**Curvature of the LDA energy of La on emptying the 6s-down level**

The table holds the energy change, the eigenvalue and the mean radius of the emptied level for La [Xe] 5d¹ 6s² as 0 to 1 electron is removed from 6s down, from all-electron, scalar-relativistic, spin-polarised LDA-PZ runs of Quantum ESPRESSO ld1.x with spherical densities. The program checks Janak's theorem, extracts the curvature U from level slopes and from the sag below the chord, and tests orbital contraction, bare self-repulsion F⁰, F⁰ with isolated local exchange, and a fitted screened form with a cube-root term. The integral of the level reproduces E(1) = 5.8346 eV, the half-way level is 5.1 meV high, and U is about 4.3 eV, falling to 3.676 eV per electron in the last interval. Contraction would need a power of 1/r near 8.7, bare F⁰ gives a sag 1.36 times too deep at the midpoint, and the isolated-exchange form reaches 0.80 of the depth and is too lopsided. Level shifts from further output of the same calculation split the gap between F⁰ and U into about 0.90 and 0.68 eV per electron. The four-constant fit leaves 1.7 meV rms, above the rounding, and its constants trade against each other.

Quantum ESPRESSO ld1.x 7.5; all-electron, scalar-relativistic, spin-polarised Kohn-Sham LDA (Slater exchange, Perdew-Zunger correlation) with spherical densities, a point nucleus and no self-interaction correction. Lanthanum, starting from the neutral atom in [Xe] 5d1 6s2 with the 5d electron spin-up; charge is removed from the spin-down 6s level.

## Script

```python
# Table: La [Xe]5d(up)1 6s2, fraction x removed from 6s down; energy change, level, mean radius.
# Quantum ESPRESSO ld1.x, all-electron scalar-relativistic spin-polarised LDA-PZ, spherical.
# Tested: Janak, curvature U; rivals: contraction, bare F0, F0 with local exchange and screening.
T = {
    'electrons_removed': [0.0, 0.125, 0.25, 0.375, 0.5, 0.625, 0.75, 0.875, 1.0],  # electrons
    'energy_change': [0.0, 0.49253, 1.052, 1.6793, 2.3749, 3.1389, 3.9715, 4.8713, 5.8346],  # eV
    'emptied_level_eigenvalue': [-3.6751, -4.2074, -4.7468, -5.2915, -5.8397, -6.3883, -6.9326, -7.4621, -7.9216],  # eV
    'emptied_level_mean_radius': [4.423, 4.371, 4.321, 4.274, 4.228, 4.184, 4.141, 4.098, 4.042],  # bohr
    'off_line': [0.0, -0.237, -0.407, -0.509, -0.542, -0.508, -0.404, -0.234, 0.0],  # eV
}
import numpy as np
from scipy.constants import physical_constants as pc
from scipy.integrate import simpson
Ha = pc['Hartree energy in eV'][0]
x, E, e, r = (np.array(T[k], float) for k in ('electrons_removed', 'energy_change',
              'emptied_level_eigenvalue', 'emptied_level_mean_radius'))
f = 1 - x; h = np.diff(x); m = len(x)//2
off = E - x*E[-1]
row = lambda a, p=3: ' '.join(f'{v:.{p}f}' for v in a)
print('rounding floor: E, eps 0.00005 eV; eps slopes 0.001 eV/e; radius steps 0.001 bohr; further-output shifts 0.004 eV/e')
print('max |recomputed sag - table column| eV: %.4f' % np.abs(off - np.array(T['off_line'])).max())
S = simpson(-e, x=x)
print('Janak: Simpson integral of -eps %.4f, E(1) %.4f, diff %.4f eV' % (S, E[-1], S - E[-1]))
print('dE/dx + mean eps per interval, meV:', row(1e3*(np.diff(E)/h + (e[1:] + e[:-1])/2), 1))
for n, v in (('-eps(0)', -e[0]), ('-eps(1/2)', -e[m]), ('-eps(1)', -e[-1]), ('end mean', -(e[0] + e[-1])/2)):
    print('%s %.4f eV, minus E(1) %+.4f eV (%+.1f %%)' % (n, v, v - E[-1], 100*(v/E[-1] - 1)))
U = -np.diff(e)/h
print('U=-deps/dx per interval, eV/e:', row(U))
print('U mean %.3f; 8*sag(1/2) %.3f; max-first %.3f (%.1f %%); max-last %.3f eV/e' % (
      e[0] - e[-1], -8*off[m], U.max() - U[0], 100*(U.max()/U[0] - 1), U.max() - U[-1]))
print('radius steps, bohr:', row(np.diff(r)))
print('A: radius change %.1f %%, eps ratio %.3f, (r0/r1) %.3f, squared %.3f' % (
      100*(r[-1]/r[0] - 1), e[-1]/e[0], r[0]/r[-1], (r[0]/r[-1])**2))
p = -np.polyfit(np.log(r), np.log(-e), 1)[0]
print('A: fitted power of 1/r %.2f; eps(1) predicted by p=1: %.3f, p=2: %.3f eV' % (p, e[0]*r[0]/r[-1], e[0]*(r[0]/r[-1])**2))
# further output of the same calculation at x=0.125, 0.875 (hartree): level, level, F0 with 6s, F0 with 6s
fur = {'5s up': (-1.4644, -1.6275, 0.26583, 0.2809), '5p up': (-0.8561, -1.0189, 0.26187, 0.27624),
       '5d up': (-0.1483, -0.3035, 0.24038, 0.25494), '6s up': (-0.1662, -0.3046, 0.21048, 0.22446),
       '6s down': (-0.1546, -0.2742, 0.21048, 0.22446)}
sh = {}
for k, (a, b, c, d) in fur.items():
    sh[k] = (a - b)*Ha/0.75; F = (c + d)/2*Ha
    print('further output %s: shift %.2f eV/e, mean F0 with 6s %.2f eV, ratio %.2f' % (k, sh[k], F, sh[k]/F))
F1, F2 = fur['6s up'][2]*Ha, fur['6s up'][3]*Ha
J = (F1 + F2)/2; g = (F2 - F1)/0.75
print('F0(6s,6s) %.3f -> %.3f eV (+%.1f %%), drift %.2f eV/e (raises eps: partner term wrong sign)' % (F1, F2, 100*(F2/F1 - 1), g))
print('steps eV/e: F0 - up shift %.2f; up - down shift %.2f; e^2/<r>(1/2) %.2f eV' % (J - sh['6s up'], sh['6s up'] - sh['6s down'], Ha/r[m]))
q = -x*(1 - x)/2; Uf = q@off/(q@q)
print('sag eV, x      :', row(x[1:-1]))
print('table          :', row(off[1:-1], 4))
print('parabola resid :', row((off - Uf*q)[1:-1], 4), 'U=%.3f' % Uf)
print('B bare F0      :', row((J*q)[1:-1]), 'mid ratio %.2f' % (J*q[m]/off[m]))
C0 = J/2*(f**2 - f**(4/3))
print('C0 F0+exchange :', row(C0[1:-1]), 'mid ratio %.2f' % (C0[m]/off[m]))
print('asymmetry sag(7/8)-sag(1/8): table %+.4f, C0 %+.4f eV' % (off[-2] - off[1], C0[-2] - C0[1]))
G = -(J*x + g*((x - 0.5)**2 - 0.25)/2)   # -integral of linearly interpolated F0
def fit(cols):
    A = np.column_stack([np.ones_like(x)] + cols)
    c = np.linalg.lstsq(A, e, rcond=None)[0]
    return c, e - A@c
f0 = min(np.logspace(-4, 1, 501), key=lambda z: np.sum(fit([G, -(f + z)**(1/3)])[1]**2))
for n, cols in (('s*F0 only (a,s)', [G]), ('quadratic (3 par)', [x, x*x]), ('C f0=0 (a,s,b)', [G, -f**(1/3)]),
                ('C f0=%.4f (a,s,b,f0)' % f0, [G, -(f + f0)**(1/3)])):
    c, d = fit(cols)
    print('%s: %s; rms %.1f meV, worst x=%.3f' % (n, row(c), 1e3*np.sqrt(np.mean(d**2)), x[np.abs(d).argmax()]))
    print('   resid meV:', row(1e3*d, 1))
assert abs(S - E[-1]) < 0.01
assert np.all(off[1:-1] < 0) and U.max() < F1
assert U.argmin() == len(U) - 1 and p > 2
assert sh['6s down'] < sh['6s up'] < J
```

It prints:

```
rounding floor: E, eps 0.00005 eV; eps slopes 0.001 eV/e; radius steps 0.001 bohr; further-output shifts 0.004 eV/e
max |recomputed sag - table column| eV: 0.0004
Janak: Simpson integral of -eps 5.8347, E(1) 5.8346, diff 0.0001 eV
dE/dx + mean eps per interval, meV: -1.0 -1.3 -0.8 -0.8 -2.0 0.3 1.0 14.6
-eps(0) 3.6751 eV, minus E(1) -2.1595 eV (-37.0 %)
-eps(1/2) 5.8397 eV, minus E(1) +0.0051 eV (+0.1 %)
-eps(1) 7.9216 eV, minus E(1) +2.0870 eV (+35.8 %)
end mean 5.7984 eV, minus E(1) -0.0362 eV (-0.6 %)
U=-deps/dx per interval, eV/e: 4.258 4.315 4.358 4.386 4.389 4.354 4.236 3.676
U mean 4.246; 8*sag(1/2) 4.339; max-first 0.130 (3.1 %); max-last 0.713 eV/e
radius steps, bohr: -0.052 -0.050 -0.047 -0.046 -0.044 -0.043 -0.043 -0.056
A: radius change -8.6 %, eps ratio 2.155, (r0/r1) 1.094, squared 1.197
A: fitted power of 1/r 8.68; eps(1) predicted by p=1: -4.022, p=2: -4.401 eV
further output 5s up: shift 5.92 eV/e, mean F0 with 6s 7.44 eV, ratio 0.80
further output 5p up: shift 5.91 eV/e, mean F0 with 6s 7.32 eV, ratio 0.81
further output 5d up: shift 5.63 eV/e, mean F0 with 6s 6.74 eV, ratio 0.84
further output 6s up: shift 5.02 eV/e, mean F0 with 6s 5.92 eV, ratio 0.85
further output 6s down: shift 4.34 eV/e, mean F0 with 6s 5.92 eV, ratio 0.73
F0(6s,6s) 5.727 -> 6.108 eV (+6.6 %), drift 0.51 eV/e (raises eps: partner term wrong sign)
steps eV/e: F0 - up shift 0.90; up - down shift 0.68; e^2/<r>(1/2) 6.44 eV
sag eV, x      : 0.125 0.250 0.375 0.500 0.625 0.750 0.875
table          : -0.2368 -0.4066 -0.5087 -0.5424 -0.5077 -0.4044 -0.2340
parabola resid : 0.0001 -0.0006 -0.0011 -0.0010 -0.0001 0.0016 0.0029 U=4.331
B bare F0      : -0.324 -0.555 -0.693 -0.740 -0.693 -0.555 -0.324 mid ratio 1.36
C0 F0+exchange : -0.211 -0.352 -0.425 -0.435 -0.384 -0.281 -0.139 mid ratio 0.80
asymmetry sag(7/8)-sag(1/8): table +0.0028, C0 +0.0722 eV
s*F0 only (a,s): -3.709 0.726; rms 37.1 meV, worst x=1.000
   resid meV: 33.9 18.3 1.3 -15.2 -29.4 -38.3 -37.2 -15.5 82.0
quadratic (3 par): -3.657 -4.461 0.166; rms 18.8 meV, worst x=1.000
   resid meV: -17.7 5.1 15.6 15.6 7.0 -7.2 -22.3 -27.8 31.6
C f0=0 (a,s,b): -3.393 0.765 0.285; rms 5.5 meV, worst x=0.875
   resid meV: 3.0 2.9 0.5 -2.8 -5.8 -6.3 -1.7 12.7 -2.5
C f0=0.0123 (a,s,b,f0): -3.166 0.784 0.504; rms 1.7 meV, worst x=0.000
   resid meV: -2.8 1.3 2.4 1.5 -0.3 -1.9 -1.7 1.6 -0.1
```
